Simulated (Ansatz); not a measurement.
ZnInGaO4: moving In off its site

ZnInGaO4, R3m, a = 3.361 Å, c = 26.140 Å (as given, not relaxed at this level: -6.6 GPa, forces to 0.07 eV/Å). The structure is a Materials Project entry; whether it is the stable form wasn't checked. Ansatz: PBEsol, PAW, 420 eV, Γ-centred 12×12×12 mesh on 7 atoms, Gaussian smearing 0.05 eV; no spin polarisation.

```
CELL_PARAMETERS angstrom
1.68033 0.97014 8.71341
-1.68033 0.97014 8.71341
0.00000 -1.94027 8.71341
ATOMIC_POSITIONS crystal
Zn 0.21838 0.21838 0.21838
In 0.00277 0.00277 0.00277
Ga 0.78703 0.78703 0.78703
O 0.29514 0.29514 0.29514
O 0.71136 0.71136 0.71136
O 0.12172 0.12172 0.12172
O 0.86360 0.86360 0.86360
```

Atom 2 (In) moves by x along the unit vector (0.000, 0.000, 1.000), with its periodic images; all else is held. y is the free energy of the cell over the start, F the force along the path summed over the moved atoms.

```
 x (Å) y (meV) F (eV/Å)
-0.300        ?         ?
-0.200    318.1      3.07
-0.100     83.5      1.60
 0.000      0.0      0.06
 0.050     16.5     -0.72
 0.100     72.0     -1.50
 0.150    165.9     -2.26
 0.200    297.5     -3.00
 0.250    465.5     -3.71
 0.300    668.3     -4.39
```

Fit y = c1 x + c2 x² + c3 x³ to the energies of the other rows, give the force constant, and predict energy and force of the missing row.

Least squares on the rows shown. y = −39.276 x + 7692.0 x² − 413.95 x³. The force constant is 2 c2 = 15.4 eV/Å², for the cell as given, at -6.6 GPa (for all images moving together, not for a lone atom). The force −dy/dx at the missing row is 4.77 eV/Å (computed 4.39). At x = -0.300 the fit asked for gives 715.2 meV. The run gave 692.3 meV, so the fit is 22.9 meV too high, 3.3 % of the span of the series, against an rms of 1.1 meV on the fitted rows. The row lies outside the fitted range. With a term in x⁴ added, a fit to the same known rows predicts 693.1 meV, so most of the miss is curvature that the known rows already hold.

The energies describe a single, nearly harmonic well, with no tendency of In to leave its site along c. This fits In(III), whose empty 5s shell provides no lone pair to drive off-centring. In lies between two oxygen layers, with its In–O bonds strongly inclined to c, so the displacement bends these bonds as well as stretching or compressing them. As In approaches either layer, the shortened bonds turn further away from the path and less of their repulsion acts along it. This probably explains why the restoring force grows less than linearly in both directions.

That softening is mainly an even, quartic effect. Because the fitted rows reach further on the positive side, the cubic term absorbs part of it and wrongly makes the negative side stiffer. The fitted coefficient of −413.95 is therefore no measure of the polar asymmetry of the site, whereas the harmonic term is much less affected. With the other atoms held, the curvature is not a phonon frequency either, since in a real polar mode the oxygen layers would move too.
